Dear colleague,

Your two exact-exchange Kohn--Sham runs on H$_2$O in cc-pVDZ gave nearly the same total energy and different unoccupied levels because, in a finite basis, the energy hardly fixes the optimized effective potential (OEP). Below are the reason, the cost of the cures, and their accuracy on a model with a known answer. I use hartree atomic units, real orbitals and closed shells; $i$ labels the $O$ occupied and $a$ the $V=N-O$ virtual spatial orbitals. Work is counted in multiply-adds per iteration and memory in stored numbers.

\section*{What the energy sees}

The OEP is the local potential whose determinant minimizes the Hartree--Fock (HF) energy expression. Expand its exchange part as $v=\sum_{k=1}^{M}b_kg_k(\mathbf r)$; a fixed reference potential can be absorbed into the nonlocal exchange operator $\Sigma$. A change of $v$ alters the determinant only by mixing $a$ into $i$, with amplitude $-\langle a|\delta v|i\rangle/\Delta_{ia}$ and $\Delta_{ia}=\epsilon_a-\epsilon_i$. Stationarity in $b$ gives
\begin{equation}
A^{T}W(Ab-\sigma)=0,\qquad A_{ia,k}=\langle i|g_k|a\rangle,\quad \sigma_{ia}=\langle i|\Sigma|a\rangle,\quad W_{ia}=2/\Delta_{ia}.
\label{oep}
\end{equation}
At frozen orbitals this is the normal equation of
\begin{equation}
Q(b)=2\sum_{ia}\frac{\langle i|v-\Sigma|a\rangle^{2}}{\Delta_{ia}},
\label{Q}
\end{equation}
the second-order estimate of $E-E_{\rm HF}$. In a molecule $Q$ omits the Coulomb and exchange kernels of the orbital Hessian, which typically change its value by tens of per cent. Equation \eqref{oep} and the rank arguments are untouched by this.

Evaluate $A$ with the HF orbitals. If it has full row rank $OV$, then $Ab=\sigma$ is solvable. This needs linearly independent products $\phi_i\phi_a$ and at least $M=OV$; a potential basis that spans the products is sufficient. The Kohn--Sham matrix then has the vanishing occupied-virtual block of the Fock matrix. Provided the HF occupied space holds its lowest $O$ levels, $E_{\rm OEP}=E_{\rm HF}$. For $M>OV$ any null vector of $A$ can be added, which changes the orbital energies and leaves determinant, density and energy alone. Staroverov, Scuseria and Davidson showed this collapse in 2006. A complete orbital basis forbids it in general when $O\ge2$, because the products become dependent.

For water, symmetry cuts the count. I assume the standard compositions of the basis sets throughout. cc-pVDZ has $N=24$ spherical functions ($11a_1,2a_2,4b_1,7b_2$), with $3a_1,1b_1,1b_2$ occupied. Of the 95 products only $3\cdot8+1\cdot3+1\cdot6=33$ are totally symmetric, and only these meet a symmetric potential. Uncontracted cc-pVDZ, O$(9s4p1d)$ and H$(4s1p)$, has $M=40$ functions, 21 of them $a_1$, so at least 12 conditions cannot be fitted freely and full collapse is excluded, barring an accident. Uncontracted cc-pVTZ, O$(10s5p2d1f)$ and H$(5s2p1d)$, has $M=74$ with exactly 33 of $a_1$ type, so collapse needs a nonsingular square matrix. Uncontracted cc-pVQZ, O$(12s6p3d2f1g)$ and H$(6s3p2d1f)$, has $M=132$ with 53 of $a_1$ type and a null space of at least 20 dimensions.

\section*{The penalty as a filter}

The matrix $H=A^TWA$ is $-\tfrac12\chi_s$ in the potential basis, because $\delta n=-4\sum_{ia}\phi_i\phi_a\langle i|\delta v|a\rangle/\Delta_{ia}$. Heaton-Burgess, Bulat and Yang (2007) add $\lambda\int|\nabla v|^2=\lambda\,b^TKb$, with $K_{kl}=\int\nabla g_k\cdot\nabla g_l$ positive definite when the $g_k$ contain no constant. Take the modes of $H$ in the metric $K$: $Hc_j=s_jKc_j$, $c_j^TKc_j=1$. With $b_0=\sum_j\beta_jc_j$ any unpenalized minimizer and $b=\sum_jx_jc_j$,
\begin{equation}
Q+\lambda b^TKb=Q_{\min}+\sum_j\left[s_j(x_j-\beta_j)^2+\lambda x_j^2\right],
\end{equation}
whose minimum lies at
\begin{equation}
x_j=\frac{s_j}{s_j+\lambda}\beta_j,\qquad Q-Q_{\min}=\sum_j s_j\beta_j^2\frac{\lambda^2}{(s_j+\lambda)^2}.
\label{filter}
\end{equation}
Null modes are removed, and a fault $\eta_j$ in $c_j^TA^TW\sigma$ is amplified by $1/(s_j+\lambda)$ instead of $1/s_j$. The price is a bias, linear in $\lambda$ for the potential and quadratic for the energy once $\lambda\ll s_j$. At fixed $\lambda$ it does not fall as the bases grow.

\section*{Work and memory}

Every method builds Coulomb and exchange matrices. With $P=N(N+1)/2$ there are $P(P+1)/2$ unique integrals, each feeding two Coulomb and four exchange elements, so $W_0=3P(P+1)\approx\tfrac34N^4$, evaluation of integrals not counted. The OEP step transforms $\langle\mu|g_k|\nu\rangle$ in two half-steps ($MON^2$ and $MOVN$), forms the symmetric $H$ ($OVM^2/2$) and factorizes it by Cholesky ($M^3/6$):
\begin{equation}
W_{\rm OEP}=W_0+MON(N+V)+\tfrac12OVM^2+\tfrac16M^3,\qquad S_{\rm OEP}=M(P+OV)+M^2 .
\label{cost}
\end{equation}
Penalized or not, the count is the same; each further trial $\lambda$ at frozen orbitals costs $M^3/6$. At fixed basis quality the work grows as the fourth power of system size and the memory as the third.

The alternative of Krieger, Li and Iafrate (KLI, 1992) replaces all $\Delta_{ia}$ by one number, sums over virtuals by closure and drops the terms between different occupied orbitals:
\begin{equation}
v_{\rm KLI}=\frac{\sum_i\phi_i\Sigma\phi_i+\sum_iC_i\phi_i^2}{\sum_i\phi_i^2},\qquad C_i=\langle i|v_{\rm KLI}-\Sigma|i\rangle,\quad C_{\rm HOMO}=0 .
\label{kli}
\end{equation}
Nothing ill-conditioned is inverted. On $G$ grid points one needs $\phi_i$ and $\Sigma\phi_i$, the latter from the exchange matrix ($2GNO$), the equations for $C_i$ ($GO^2/2$) and the matrix of $v$ ($GN^2/2$):
\begin{equation}
W_{\rm KLI}=W_0+G\left(2NO+\tfrac12O^2+\tfrac12N^2\right),\qquad S_{\rm KLI}=G(N+O).
\end{equation}
The added work is cubic and the memory quadratic in size, and the deviation from the OEP does not vanish in any basis.

\section*{A model with an exact answer}

Put four electrons ($O=2$) in a box of length $L$, with $\phi_a=\sqrt{2/L}\sin a\theta$, $\theta=\pi x/L$, $\epsilon_a=a^2\varepsilon$, and $\Sigma=g(|2\rangle\langle4|+|4\rangle\langle2|)$. The energy is $2\sum_i\langle i|h_0+\Sigma|i\rangle$, minimized over all determinants (``HF'') or over ground states of $h_0+v$ (``OEP''). To second order in $g/\varepsilon$ the difference is exactly \eqref{Q}. The orbital basis is $a\le N=2n+2$ and the potential basis is $\cos k\theta$, $k=1,\dots,M$. Odd $k$ have no source, so $v=\sum_mb_m\cos2m\theta$. From $2\sin i\theta\sin a\theta=\cos(a-i)\theta-\cos(a+i)\theta$ and $d_m=(b_m-b_{m+1})/2$,
\begin{align}
p_m&=(1,2m+1): & v^p_m&=d_m, & \Delta&=4m(m+1)\varepsilon,\\
q_m&=(2,2m+2): & v^q_m&=d_m+d_{m+1}, & \Delta&=4m(m+2)\varepsilon,
\end{align}
for $m=1,\dots,n$. Level $a$ shifts by $-b_a/2$ in first order, so the gap is $\epsilon_3-\epsilon_2=5\varepsilon+d_2$. I judge each method by $q=Q\varepsilon/g^2$ and by $d_2/g$.

Let $y=(v-\sigma)/\Delta$ for each pair. Stationarity in $d_m$ reads $y^p_m+y^q_m+y^q_{m-1}=0$, solved by $y^q_m=-t_m$, $y^p_m=t_m+t_{m-1}$, $t_0=0$. The products obey $\phi_2\phi_{2m+2}=\phi_1\phi_{2m+1}+\phi_1\phi_{2m+3}$, so $v^q_m-v^p_m-v^p_{m+1}=0$. Inserting $v=\sigma+\Delta y$ and $t_m=gT_m/4\varepsilon$ gives
\begin{equation}
m(m+1)T_{m-1}+(3m^2+6m+2)T_m+(m+1)(m+2)T_{m+1}=\delta_{m1}.
\label{rec}
\end{equation}
Call the symmetric tridiagonal matrix $\Gamma$. Then $Q=2\sum\Delta y^2=8\varepsilon\,t^T\Gamma t$, so $q=T_1/2$. Also $d_2=24\varepsilon(t_1+t_2)$, and the first row, $11T_1+6T_2=1$, turns this into $d_2/g=1-5T_1$. Elimination from large $m$ yields
\begin{equation}
T_1=\cfrac{1}{11-\cfrac{6^2}{26-\cfrac{12^2}{47-\cfrac{20^2}{74-\cdots}}}}=0.106408,
\end{equation}
so $q^*=0.053204$ and $d_2^*/g=0.46796$.

For a scale I assume $\varepsilon=0.06\,E_h$ and $g=0.05\,E_h=1.36$ eV. The model's gap is then 8.8 eV and $Q^*=2.2$ m$E_h$. The inputs were chosen to land near typical exchange-only values for water (a gap of 8 to 9 eV, an OEP--HF difference of about 2 m$E_h$), so these two numbers test nothing. Higher orders have relative size $g/12\varepsilon=0.07$; dimensional numbers therefore carry two figures, while $q$ and $d_2/g$ are exact properties of the quadratic problem.

\section*{How the deviation falls}

\emph{A: saturated potential basis, $M=N$, no penalty.} Now $d_1,\dots,d_{n+1}$ are free, and $d_{n+1}$ enters $q_n$ alone, so $T_n=0$ and the fraction is cut after $n-1$ levels. Every potential the pairs can see is available and positive terms of $Q$ are missing, so $q\le q^*$. At $N=4$ no level is left: $q=0$, the collapse, with $d_2=g$, a gap too wide by 0.72 eV. The rank of $A$ is $N$ against $2(N-2)$ pairs, so dependent products end the full collapse above $N=4$. For $M>N$ the energy is that of A and $H$ is singular. Only differences among $b_1,\dots,b_{n+2}$ are seen, so with $M=2N$ the first-order shifts of the upper $n$ of the $2n$ virtual levels are arbitrary.

\emph{B: balanced basis, $M=N-2$.} Now $d_{n+1}=0$, the pair $q_n$ must share $d_n$, and \eqref{rec} has $n$ rows with last diagonal $n(n+2)+n(n+1)=n(2n+3)$. Pairs beyond $n$ would have $v=\sigma=0$, so this is the true $Q$ of a restricted potential and $q\ge q^*$. At $N=12$, A and B bracket the exact value, $0.053176<q^*<0.053219$.

At large $m$, \eqref{rec} tends to $T_{m-1}+3T_m+T_{m+1}=0$, whose decaying root is $-\zeta$ with $\zeta=(3-\sqrt5)/2=0.382$. A cut at depth $n$ disturbs an amplitude of order $\zeta^n$, and the disturbance decays by $\zeta^n$ again on its way back to $T_1$. The deviation therefore falls by $\zeta^2=0.146$ per step $N\to N+2$; the last step of the table gives 0.151 for A and 0.140 for B. A decade costs $\ln10/\ln(1/\zeta)=2.4$ orbitals, and the work to reach a deviation $\delta$ grows as $[\ln(1/\delta)]^4$.

\emph{C: oversized basis, $M=2N$, with penalty.} Here $\int|v'|^2dx=(2\pi^2/L)\sum m^2b_m^2$, and I write the penalty as $(\mu/\varepsilon)\sum m^2b_m^2$, so $\mu=2\pi^2\varepsilon\lambda/L$. Modes above $b_{n+2}$ decouple and vanish, which leaves $n+2$ linear equations. For $N=6$ their values of $s$, in the units of $\mu$, are 0.116, 0.0187, 0.00178 and 0, and $\mu=10^{-3}$ passes them with factors 0.99, 0.95, 0.64 and 0. As $\mu\to0$, $q$ and $d_2$ return to those of A.

\emph{KLI.} With $u=\cos2\theta$, $\phi_2\phi_4/(\phi_1^2+\phi_2^2)=2u-1+3/(3+2u)$ and $\phi_1^2/(\phi_1^2+\phi_2^2)=1/(3+2u)$. The series $1/(3+2u)=5^{-1/2}[1+2\sum_m(-\zeta)^m\cos2m\theta]$ gives $\langle1|(3+2u)^{-1}|1\rangle=(1+\zeta)/\sqrt5=1-\zeta$. Hence $C_1=-2g+(3g+C_1)(1-\zeta)$, solved by $C_1=-\zeta g$, and since $3-\zeta=1/\zeta$,
\begin{equation}
v_{\rm KLI}=g\left[2u-1+\frac{1}{\zeta(3+2u)}\right],\quad d_1=\zeta g,\quad d_m=-(1-\zeta)(-\zeta)^{m-1}g\ \ (m\ge2).
\end{equation}
So $d_2/g=\sqrt5-2=0.236$ for every $N\ge4$. The energy is $q=5\zeta^2/12=0.0608$ at $N=4$ and rises to $0.0673$, 26.4\% above $q^*$, in the complete basis. A uniform grid of $G=16$ points aliases only at order $\zeta^{12}$.

I charge the model the symmetry-blind counts above, $W_0$ included, as a molecule with the same $N$, $O$ and $M$ would pay. With $\delta_q=q/q^*-1$ and $\delta_d=(d_2-d_2^*)/g$:

\begin{center}
\begin{tabular}{llrrrrr}
method & $\mu$ & $N,M$ & work & memory & $\delta_q$ (\%) & $\delta_d$\\\hline
B & 0 & 4, 2 & 435 & 32 & $+88.0$ & $-0.468$\\
A & 0 & 4, 4 & 565 & 72 & $-100$ & $+0.532$\\
KLI & -- & 4, -- & 746 & 96 & $+14.3$ & $-0.232$\\
B & 0 & 6, 4 & 1941 & 132 & $+11.5$ & $-0.0612$\\
A & 0 & 6, 6 & 2286 & 210 & $-14.6$ & $+0.0775$\\
C & $10^{-4}$ & 6, 12 & 3690 & 492 & $-14.5$ & $+0.0704$\\
C & $10^{-3}$ & 6, 12 & 3690 & 492 & $-12.4$ & $+0.0224$\\
B & 0 & 8, 6 & 5592 & 324 & $+1.51$ & $-0.00803$\\
A & 0 & 8, 8 & 6257 & 448 & $-2.26$ & $+0.0120$\\
C & $10^{-4}$ & 8, 16 & 9799 & 1024 & $-2.17$ & $+0.00639$\\
C & $10^{-3}$ & 8, 16 & 9799 & 1024 & $-0.422$ & $-0.0259$\\
B & 0 & 10, 8 & 12717 & 632 & $+0.206$ & $-0.00110$\\
A & 0 & 10, 10 & 13807 & 810 & $-0.346$ & $+0.00184$\\
B & 0 & 12, 10 & 24933 & 1080 & $+0.0288$ & $-0.000153$\\
A & 0 & 12, 12 & 26550 & 1320 & $-0.0521$ & $+0.000277$
\end{tabular}
\end{center}

At every $N\ge6$, B is cheaper than A and closer in both columns, so a lower energy signals a potential that exploits missing orbitals. With $\mu=10^{-3}$ the gap does not improve from $N=6$ to $N=8$, because the bias of \eqref{filter} has taken over. The good C entries arise where that bias cancels the truncation error of opposite sign.

\section*{Choices}

The cheapest rows for a stated accuracy in the gap are these. For $|\delta_d|<0.07$ (0.095 eV): B at $N=6$, 1941. For 0.03 (0.041 eV): C at $N=6$ with $\mu=10^{-3}$, 3690, against 5592 for B at $N=8$. The saving pays for 6.6 further factorizations of 288 each, but a tenfold smaller $\mu$ misses the target, and the right $\mu$ was recognized here from the exact answer. For 0.01 (0.014 eV): B at $N=8$. For 0.0015 (0.0020 eV): B at $N=10$, 12717. For the energy within 5\% of $Q^*$ (0.11 m$E_h$): B at $N=8$.

The best rows inside a budget are these. Under 1000, KLI wins both columns, though it recovers only about half of the exchange shift of the gap, and its energy gains from a basis-set error that offsets part of its own. Under 4000, C with $\mu=10^{-3}$ has the best gap and B at $N=6$ the best energy. Under 10000, C with $\mu=10^{-4}$ has the best gap and C with $\mu=10^{-3}$ the best energy, but no single $\mu$ of the two wins both, and B at $N=8$ is second in both at 0.57 of the work. I would run B. Its $H$ is the leading block of that of A, so a run of A yields B from the same Cholesky factor, and their spread is an error bar. I leave averages of A and B out of the ranking, since the upper side of the bracket rests on $\Sigma$ having a single element.

\section*{Back to water}

For $N=24$ and $O=5$, $W_0=270900$, and KLI is counted with a typical grid of $G=3\times10^4$ points:

\begin{center}
\begin{tabular}{lrrr}
potential & $a_1$ unknowns for 33 pairs & work & memory\\\hline
$M=40$ & 21 & $5.6\times10^5$ & 17400\\
$M=74$ & 33 & $9.8\times10^5$ & 34706\\
$M=132$ & 53 & $2.2\times10^6$ & 69564\\
KLI & -- & $1.6\times10^7$ & 870000
\end{tabular}
\end{center}

For one molecule the grid makes KLI the dearest entry, although its memory can be cut by batching the points. For $k$ molecules with the smallest potential basis and no screening, the added work is $282400k^4+10667k^3$ against $16215000k^3$, and KLI becomes the cheaper at about $k=57$.

The model's deviations are not those of water. Box functions have exactly dependent products and a geometric rate. Gaussian products are typically only nearly dependent, which spreads $s_j$ over many decades, so an oversized potential basis does more harm than in rows A, and the safe ratio of $M$ to $N$ must be found anew. The count and the ordering of steps carry over. With cc-pVDZ orbitals the 40-function set is the cheapest and the only one of the three that cannot fit all 33 conditions, although its weak modes may still need a small $\lambda$. The 132-function set costs 3.8 times as much and needs the penalty merely to define its virtual levels. For a better gap, enlarge the orbital basis first and let the potential basis follow behind it. Test convergence on the orbital energies while varying $M$ and $\lambda$, since in the model a collapse that lowers the energy by 2.2 m$E_h$ moves the gap by 0.72 eV.